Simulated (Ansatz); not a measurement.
# Sn: energy change per atom and pressure as volume scale varies

Plane-wave DFT, scalar-relativistic PAW made under PBE with cores redone for the functional, no dispersion; the given relaxed cell is scaled uniformly, energy at zero smearing counts from the unscaled cell, pressure at the given Fermi-Dirac smearing is positive in compression. The results are calculated, by Ansatz 0.2.0.

The cell before it is scaled or strained (space group P6_3/mmc, No. 194):
```
Sn
1.0
      3.5082     0.0000     0.0000
     -1.7541     3.0382     0.0000
      0.0000     0.0000    11.5515
Sn
4
Direct
  0.00000 0.00000 1.00000
  0.00000 0.00000 0.50000
  0.33333 0.66667 0.25000
  0.66667 0.33333 0.75000
```

Settings of every row: spin polarised no; functional BLYP; wave cutoff 420 eV; smearing width 0.1 eV; k mesh 12x12x3.

Atom starting moment: 0 on all atoms.

Limits: the cell comes from a prototype or a list of computed structures and needn't be the stable phase.

| row | volume scale | V (Å³/atom) | energy change per atom (meV) | pressure (GPa) |
| --- | --- | --- | --- | --- |
| 1 | 0.88 | 27.087 | 63.08 | 6.17 |
| 2 | 0.92 | 28.318 | 25.92 | 3.65 |
| 3 | 0.96 | 29.55 | 6.12 | 1.66 |
| 4 | 1.04 | 32.012 | ? | ? |
| 5 | 1.08 | 33.243 | 17.87 | -2.17 |
| 6 | 1.12 | 34.474 | 37.97 | -2.97 |

Question: what energy change per atom and pressure should row 4 give?

Worked fit of energy change per atom. Take u = (V_r/V)^(2/3) − 1 with V_r = 29.55 Å³ an atom, which is twice the finite (Eulerian) strain; such expansions in the strain, on which the Birch-Murnaghan equation of state is built, carry the rest volume and the bulk modulus. The shown rows have u = 0.05974, 0.0288, 0, -0.0755, -0.09765. Least squares give energy change per atom = 6.137 + 464.23 × u + 8126.4 × u² meV; a straight line predicts inner rows, each left out in turn, worse (root mean square 21 against 0.54 meV). The rows lie off it by 0.21, -0.33, -0.02, 0.46, -0.32 (root mean square 0.31 meV). The withheld row has u = -0.05195, so the fit gives 6.137 + 464.23 × (-0.05195) + 8126.4 × (-0.05195)² = 3.95 meV.

The calculation gave 4.66 meV. The fit lies 0.71 meV (15 % of the value, 1.2 % of the column's range) below it; its largest miss of a shown row is 0.46 meV.

Worked fit of pressure. Take u = (V_r/V)^(2/3) − 1 with V_r = 29.55 Å³ an atom, which is twice the finite (Eulerian) strain; such expansions in the strain, on which the Birch-Murnaghan equation of state is built, carry the rest volume and the bulk modulus. The shown rows have u = 0.05974, 0.0288, 0, -0.0755, -0.09765. Least squares give pressure = 1.662 + 64.6 × u + 178 × u² GPa; a straight line predicts inner rows, each left out in turn, worse (root mean square 0.47 against 0.035 GPa). The rows lie off it by 0.01, -0.02, 0.00, 0.03, -0.02. The pressure vanishes at u = -0.0279, or V = 30.83 Å³ an atom, and there the bulk modulus at fixed shape and fractions is B = −V dP/dV = (2/3)(1 + u) dP/du = 35.4 GPa. Letting shape and atoms relax would as a rule lower it, by much in layered, chain or molecular crystals. The withheld row has u = -0.05195, so the fit gives 1.662 + 64.6 × (-0.05195) + 178 × (-0.05195)² = -1.21 GPa.

The calculation gave -1.17 GPa. The fit lies 0.04 GPa (3.4 % of the value, 0.44 % of the column's range) below it; its largest miss of a shown row is 0.03 GPa.
